\section*{Valley modes at a domain wall in bilayer graphene: solution}

\textbf{Conventions.} The layers sit at $\pm U/2$, with $U(x)=U_0 s(x)$, $s=\tanh(x/w)$, $U_0=50$ meV and $\Delta=U_0/2=25$ meV. Typical inputs are $v=1.0\times10^6$ m/s ($\hbar v=0.658$ eV\,nm), $\gamma_1=0.39$ eV and $v_3/v\approx0.1$. Numbers below are the model's.

\subsection*{(a) Mode count}
In valley $K$ the two-band Hamiltonian is
\begin{equation}
H=-\frac{\hbar^2}{2m}\left[(k_x^2-k_y^2)\sigma_x+2k_xk_y\sigma_y\right]+\frac{U}{2}\sigma_z,\qquad m=\frac{\gamma_1}{2v^2}=0.034\,m_e .
\end{equation}
For $H=\mathbf d\cdot\boldsymbol\sigma$ the unit vector $\hat{\mathbf d}$ covers one hemisphere twice, so the valley Chern number has $|C|=1$. Its sign flips with $U$ (opposite hemisphere), with AB$\to$BA and with $K\to K'$ (both send $\sigma_y\to-\sigma_y$). Either wall has $|\Delta C|=2$: two net co-propagating modes per valley and spin, reversed in $K'$. Four channels run each way, so $G=4e^2/h$, or $6.45$ k$\Omega$, while intervalley scattering is absent.

\subsection*{(b) Dimensional analysis}
Setting $\hbar^2/2m\ell^2=\Delta$ gives
\begin{equation}
\ell=\hbar v\sqrt{2/\gamma_1U_0}=6.67\ \text{nm},\qquad \Delta\ell/\hbar=v\sqrt{U_0/2\gamma_1}=0.253\,v .
\end{equation}
With $x$ in units of $\ell$, $\epsilon=E/\Delta$ and $q=k_y\ell$,
\begin{equation}
\begin{pmatrix}s&(\partial_x+q)^2\\(\partial_x-q)^2&-s\end{pmatrix}\begin{pmatrix}a\\b\end{pmatrix}=\epsilon\begin{pmatrix}a\\b\end{pmatrix},
\end{equation}
so $\epsilon$ depends on $q$ and $W=w/\ell$ alone. Terms left out bring in $U_0/\gamma_1$ and $v_3/v$.

\subsection*{(c) Sharp wall, $W\ll1$}
For $s=\mathrm{sgn}\,x$ (Martin, Blanter and Morpurgo, 2008) and $x>0$ the solutions are $e^{-\kappa x}$ with $\kappa=\alpha\pm i\beta$, $\kappa^2=q^2\pm i\sqrt{1-\epsilon^2}$ and $r=b/a=(\kappa+q)^2/(1+\epsilon)$. Reflection times $\sigma_x$ is a symmetry, $b(-x)=\tau a(x)$ with $\tau=\pm1$. Continuity then requires $b(0)=\tau a(0)$ and $b'(0)=-\tau a'(0)$, that is $\mathrm{Im}[\kappa^*(r-\tau)(r^*+\tau)]=0$. Because $|\kappa\pm q|^2=2\alpha(\alpha\pm q)$, this becomes $|r|^2-1=2\tau|r|$, so $|r|=\sqrt2+\tau$. The product $|\kappa+q|^2|\kappa-q|^2=1-\epsilon^2$ then yields $2\alpha(\alpha\pm q)=(1\pm\epsilon)(\sqrt2\pm\tau)$, whose sum and difference give
\begin{equation}
\alpha^2=\frac{\sqrt2+\tau\epsilon}{2},\qquad q=\frac{\tau+\sqrt2\,\epsilon}{\sqrt{2\sqrt2+2\tau\epsilon}} .
\end{equation}
Both branches rise with $q$. At $\epsilon=0$: $k_y=\pm2^{-3/4}/\ell=\pm0.089$ nm$^{-1}$, amplitude decay length $2^{1/4}\ell=7.9$ nm, and $d\epsilon/dq=\tfrac43 2^{1/4}=1.59$, a velocity of $0.40\,v$. At $q=0$: $E=\mp\Delta/\sqrt2=\mp18$ meV and $d\epsilon/dq=2^{-1/4}$. Energies scale as $U_0$, velocities as $U_0^{1/2}$, lengths as $U_0^{-1/2}$.

\emph{Leading correction.} At $q=0$, $\tau=-1$, $x>0$: $a=e^{-\alpha x}\cos(\tfrac{3\pi}{8}-\alpha x)$, $b=-(\sqrt2-1)e^{-\alpha x}\sin(\tfrac{3\pi}{8}-\alpha x)$, $\alpha=2^{-3/4}$. After normalisation $a^2-b^2\simeq x/2$. With $\int x\,(s-\mathrm{sgn}\,x)\,dx=-\pi^2W^2/12$, first-order theory gives
\begin{equation}
|\epsilon(q{=}0)|=\frac1{\sqrt2}-\frac{\pi^2}{24}W^2+O(W^3).
\end{equation}

\subsection*{(d) Wide wall, $W\gg1$}
Now $s\simeq x/W$, and balancing both terms gives
\begin{equation}
\ell_w=(w\ell^2)^{1/3},\qquad E_w=\Delta W^{-2/3},\qquad \text{velocity}\propto E_w\ell_w\propto W^{-1/3}.
\end{equation}
At $q=0$, in these units and in momentum space, $H=-k^2\sigma_x+i\sigma_z\partial_k$ and $H^2=-\partial_k^2+k^4+2k\sigma_y$. Diagonalisation gives $E=\pm0.75E_w$ (chiral) and $\pm1.9E_w$ (first non-chiral levels). The cubic term of $\tanh$ changes these by relative order $(\ell_w/w)^2=W^{-4/3}$. The asymptotes $1/\sqrt2$ and $0.75W^{-2/3}$ cross at $W=1.1$.

Upper levels need the full profile. Semiclassically, level $n=0,1,\dots$ of either sign obeys
\begin{equation}
n+\tfrac12=\frac1\pi\int(\epsilon^2-s^2)^{1/4}dx\ \xrightarrow{\ \epsilon\to1\ }\ \frac{W}{\pi}B(\tfrac14,\tfrac12)=1.67\,W ,
\end{equation}
with $B$ the beta function. Level $n=1$ enters the gap near $W\approx0.9$, or $w\approx6$ nm. Non-chiral bands carry equal numbers of left and right movers, so the net count stays two, but they raise the ballistic $G$ and allow backscattering within a valley.

\subsection*{(e) Split dual gate}
Take gates at distance $d$ above and below, an isotropic dielectric, a negligible slit, and voltages odd in $x$ and $z$. The midplane stays at zero potential. A Fourier component of the gate voltage produces there a field $k/\sinh kd$ times itself, so $V\,\mathrm{sgn}\,x$ gives $2V/(i\sinh kd)$, the transform of $(V/d)\tanh(\pi x/2d)$. For $U$ proportional to the local field, $w=2d/\pi$. An illustrative $d=30$ nm gives $w=19.1$ nm, $W=2.9$, $\ell_w=9.5$ nm and $E_w=12$ meV. The linearised chiral levels are $\pm9$ meV; saturation of $\tanh$, with $W^{-4/3}\approx1/4$, lowers them. Since $1.67W=4.8$, about five levels of each sign lie in the gap at $q=0$, and $n=1$ falls at $\epsilon=0.80$, or 20 meV. Purely chiral transport needs a Fermi energy below about this value; the band minimum over $q$ may lie lower. A finite slit widens the wall.

\subsection*{(f) Bias}
\emph{Large $U_0$.} Eliminating the dimer sites replaces $U/2$ by $(U/2)(1-2\hbar^2v^2k^2/\gamma_1^2)$. At $k=1/\ell$ the relative change is $U_0/\gamma_1=0.13$, which limits all coefficients above. The four-band gap is $U_0\gamma_1/\sqrt{\gamma_1^2+U_0^2}=49.6$ meV. Beyond the crossover $U_0\sim\gamma_1$ the gap saturates at $\gamma_1$ and lengths at order $\hbar v/\gamma_1=1.7$ nm.

\emph{Small $U_0$.} Trigonal warping adds $\lambda e^{3i\theta}(k_x+ik_y)\ell$ to the upper off-diagonal element, with $\theta$ the wall orientation and
\begin{equation}
\lambda=\frac{\hbar v_3}{\ell\Delta}=\frac{v_3}{v}\sqrt{\frac{2\gamma_1}{U_0}}=0.39 .
\end{equation}
This is the largest neglected term. For the sharp wall at $q=0$, $\langle k_x\sigma_x\rangle=0$ and $d\epsilon/dq=-2\langle k_x\sigma_y\rangle$ ($k_x$ in $1/\ell$), so both levels shift by $\tfrac\lambda2\sin3\theta\,d\epsilon/dq$, at most 4 meV, while their splitting changes only at second order. Perturbation theory fails at $\lambda=1$, or $U_0=2\gamma_1(v_3/v)^2=7.8$ meV. For $\Delta$ below the Lifshitz energy $\gamma_1(v_3/v)^2/4\approx1.0$ meV, four gapped cones contribute $3\times\tfrac12-\tfrac12=1$, and the net count survives.

\subsection*{(g) Stacking walls and ABC multilayers}
An AB--BA wall has a width fixed by elasticity, typically about 10 nm. The interlayer coupling varies inside it, so (c) and (d) do not apply; only the net count carries over.

For $N$ ABC layers the off-diagonal element has modulus $\gamma_1(\hbar vk/\gamma_1)^N$ and winds $N$ times. Thus $|C|=N/2$, a bias kink binds $N$ net modes, and $G=2Ne^2/h$. With $U_0$ between the outer layers,
\begin{equation}
\ell_N=\frac{\hbar v}{\gamma_1}\left(\frac{2\gamma_1}{U_0}\right)^{1/N},\qquad E_w=\Delta\left(\frac{\ell_N}{w}\right)^{N/(N+1)} .
\end{equation}
For $N=3$, $\ell_3=4.2$ nm, and the expansion parameter $(\hbar v/\gamma_1\ell_N)^2$ grows from $0.064$ to $0.16$.

\subsection*{(h) Temperature and length}
Bulk conduction freezes out for $T\ll\Delta/k_B=290$ K. Uniform incoherent backscattering with length $L_0$ gives $G=(4e^2/h)/(1+L/L_0)$, ballistic for $L\ll L_0$ and ohmic for $L\gg L_0$. As typical knowledge, many split-gate junctions at zero magnetic field exceed the ballistic resistance $h/4e^2$ by a factor of several, so the clean model overestimates their conductance; only the cleanest approach it.